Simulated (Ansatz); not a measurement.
# Ge: energy along a strain

Ge, Fd-3m, a = 5.658 Å (as given, not relaxed at this level: 3.7 GPa). Ansatz: PBE, PAW, 420 eV, Γ-centred 14×14×14 mesh on 2 atoms, Gaussian smearing 0.15 eV; no spin polarisation. Cell vectors (Å): 0.000 2.829 2.829; 2.829 0.000 2.829; 2.829 2.829 0.000. The cell is strained by x per cent times the pattern (0 0 0 0 0 1) in the order xx yy zz yz xz xy (engineering shears), with fractional coordinates held. y is the free energy over the start, V0 = 22.636 Å³/atom. Symmetry makes y even in x.

| x (%) | y (meV/atom) |
| --- | --- |
| -2.00 | ? |
| -1.00 | 0.62 |
| 0.00 | 0.00 |
| 0.25 | 0.04 |
| 0.50 | 0.16 |
| 0.75 | 0.35 |
| 1.25 | 0.97 |
| 1.50 | 1.40 |
| 1.75 | 1.91 |

**Question.** Fit y = c2 x² + c4 x⁴ to the other rows, get the stiffness along the pattern, and predict the missing energy.

**Answer.** Least squares on the rows shown. y = 0.6195 x² + 0.001289 x⁴. The clamped-ion stiffness p·C·p = 2 × 6.195 eV × 160.2 / 22.636 Å³ = 88 GPa, which is C66 in these axes (C44 of the cubic crystal) (second derivative at the start, which stands under stress). At x = -2.00 the fit asked for gives 2.50 meV/atom. The run gave 2.49 meV/atom, so the fit is 0.01 meV/atom too high, a small miss on the scale of the series.

The energy rise is almost purely harmonic over the whole range. The quartic contribution is comparable to the rounding of the tabulated energies even at the largest fitted strain, so neither the size nor the sign of c4 says anything reliable about anharmonicity. The miss of 0.01 meV/atom at the predicted point is of the same order.

The stiffness of 88 GPa reflects the directional sp³ bonding of the diamond lattice. With the two sublattices locked to the homogeneous strain, an xy shear lengthens two of the four bonds at each atom and shortens the other two, so bond stretching adds to the cost of bending the tetrahedral angles. In the real crystal the sublattices shift against each other along z, relieving much of the stretching in exchange for further angular distortion. The measured C44 of Ge is accordingly well below the value found here, and the missing internal relaxation is probably the main reason. The result therefore supports a clamped-ion shear response, not the static elastic constant.
